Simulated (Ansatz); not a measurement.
# Correcting a cheap level on Ge-containing molecules

The vertical ionisation energy (cation less neutral) in eV of 6 Ge-containing molecules: x at wB97M-V/def2-TZVPP, y at CCSD(T)/def2-TZVPP. Shapes, held fixed at every level: PBE0-D4/def2-TZVP. Flexible molecules stand in one conformer, not always the lowest. Programs: Ansatz 0.2.0.

| molecule | x (eV) | y (eV) |
| --- | --- | --- |
| Ge4SiH10 (SMILES [SiH2]1[GeH2][GeH2][GeH2][GeH2]1) | 9.28 | 9.30 |
| Ge2Si3H10 (SMILES [SiH2]1[SiH2][GeH2][GeH2][SiH2]1) | 9.34 | 9.38 |
| Ge4H10 (SMILES [GeH3][GeH2][GeH2][GeH3]) | 9.46 | ? |
| Ge3SiH10 (SMILES [SiH3][GeH2][GeH2][GeH3]) | 9.47 | 9.54 |
| Ge4SiH12 (SMILES [GeH3][GeH2][SiH2][GeH2][GeH3]) | 9.49 | 9.53 |
| GeSi4H12 (SMILES [SiH3][SiH2][SiH2][SiH2][GeH3]) | 9.64 | 9.66 |

Task: Fit y = c + s·x to the known rows and predict y for Ge4H10.

Result: 
1. Means of the 5 rows: x = 9.4440, y = 9.482.
2. Σ(Δx)² = 0.07892, Σ(Δx·Δy) = 0.07906, so the slope is 0.07906/0.07892 = 1.0018.
3. Intercept: 9.482 − (1.0018) × 9.4440 = 0.021. The largest residual of the fit is 0.032.
4. Ge4H10: 0.021 + 1.0018 × 9.46 = 9.50 eV.

CCSD(T)/def2-TZVPP gives 9.53 eV, so the prediction is off by -0.03 eV, about the largest residual. Uncorrected, wB97M-V/def2-TZVPP misses Ge4H10 by -0.07 eV, and the other rows by 0.04 on average. The line removes about 55 % of this miss. Left out in turn, the other rows are missed by 0.03 eV on average, hardly better than no correction. Cations run unrestricted. Relativity is left out for Ge. Outer-core shells of Ge are correlated, in sets that cover them unevenly.

The slope is so close to one that the fit is essentially a constant upward shift: wB97M-V already follows the CCSD(T) spread but places every ionisation energy slightly too low. What remains does not track x. Ge3SiH10 and Ge4SiH12 have nearly equal x but differ in their miss, which no line in x alone can reproduce, so the gain for Ge4H10 is weak evidence of a transferable correction.

In catenated hydrides like these, the electron leaves a delocalised σ orbital of the Ge/Si skeleton. Both rings ionise below all the chains, and within each skeleton type and size the Ge-richer member lies lower, though only barely for the four-atom chains. This fits the higher-lying, more easily ionised σ levels of Ge–Ge bonds. Lengthening the chain normally lowers the ionisation energy too, yet Ge4SiH12 merely matches Ge4H10 at CCSD(T). Silicon in the middle of the chain, or a backbone twist that weakens σ conjugation, probably offsets the gain from length.
